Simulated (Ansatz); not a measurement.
**Ligand exchange: C2HCl2In + C2H2ClGa → C2H2ClIn + C2HCl2Ga**

Species: C2HCl2In `C#[C][In]([Cl])[Cl]`, singlet; C2H2ClGa `C#[C][GaH][Cl]`, singlet; C2H2ClIn `C#[C][InH][Cl]`, singlet; C2HCl2Ga `C#[C][Ga]([Cl])[Cl]`, singlet. The partners trade Cl for H: In–Cl and Ga–H bonds give way to In–H and Ga–Cl.

Shapes, held fixed at every level: PBE0-D4/def2-TZVP. Programs: Ansatz 0.2.0. The zero-point and thermal change to 298 K, harmonic and unscaled (PBE0-D4/def2-TZVP), is -1.4 kJ/mol.

```csv
level,kind,ΔH(298 K) (kJ/mol),less CCSD(T)/def2-TZVPP
HF/def2-TZVPP,Hartree–Fock,-4.9,+4.5
r2SCAN-D4/def2-TZVPP,meta-GGA,-8.6,+0.8
PBE0-D4/def2-TZVPP,global hybrid,-8.5,+0.9
r2SCAN0-D4/def2-TZVPP,global hybrid,-9.4,0.0
B2PLYP/def2-TZVPP,double hybrid,-6.7,+2.7
MP2/def2-SVP,perturbation theory,-8.7,+0.7
CCSD/def2-SVP,coupled cluster or CI,-8.9,+0.5
CCSD(T)/def2-TZVPP,coupled cluster or CI,-9.4,0.0
```

The highest level, CCSD(T)/def2-TZVPP, gives ΔH(298 K) = -9.4 kJ/mol; the levels span -9.4 to -4.9. The column of differences is taken from that level and isn't an error. No measured value is set beside it here. For atoms past krypton def2 sets carry core potentials with scalar relativity. Relativity is left out for Ga. Outer-core shells of Ga, In are correlated in most correlated rows, in sets that cover them unevenly.

The exchange is mildly exothermic at every level, so chloride prefers gallium and hydride is left to indium. This is a difference of differences: both metals bind chlorine more strongly than hydrogen, but the advantage of chloride over hydride is larger for gallium. The likely reason is size. The shorter Ga–Cl contact strengthens both the electrostatic attraction and the overlap in a strongly polar bond, while the less polar M–H bond gains less from the smaller metal.

Hartree–Fock already gives the right direction, but its -4.9 kJ/mol is only about half the CCSD(T) value of -9.4 kJ/mol in the same basis. Electron correlation therefore reinforces the preference substantially, even though the number and broad type of bonds are conserved. The thermal term of -1.4 kJ/mol is a minor contribution, so the preference is mainly electronic.

The result applies to separate monomers; in condensed phases, chloride or hydride bridging between metal centres could easily outweigh so small a bias.
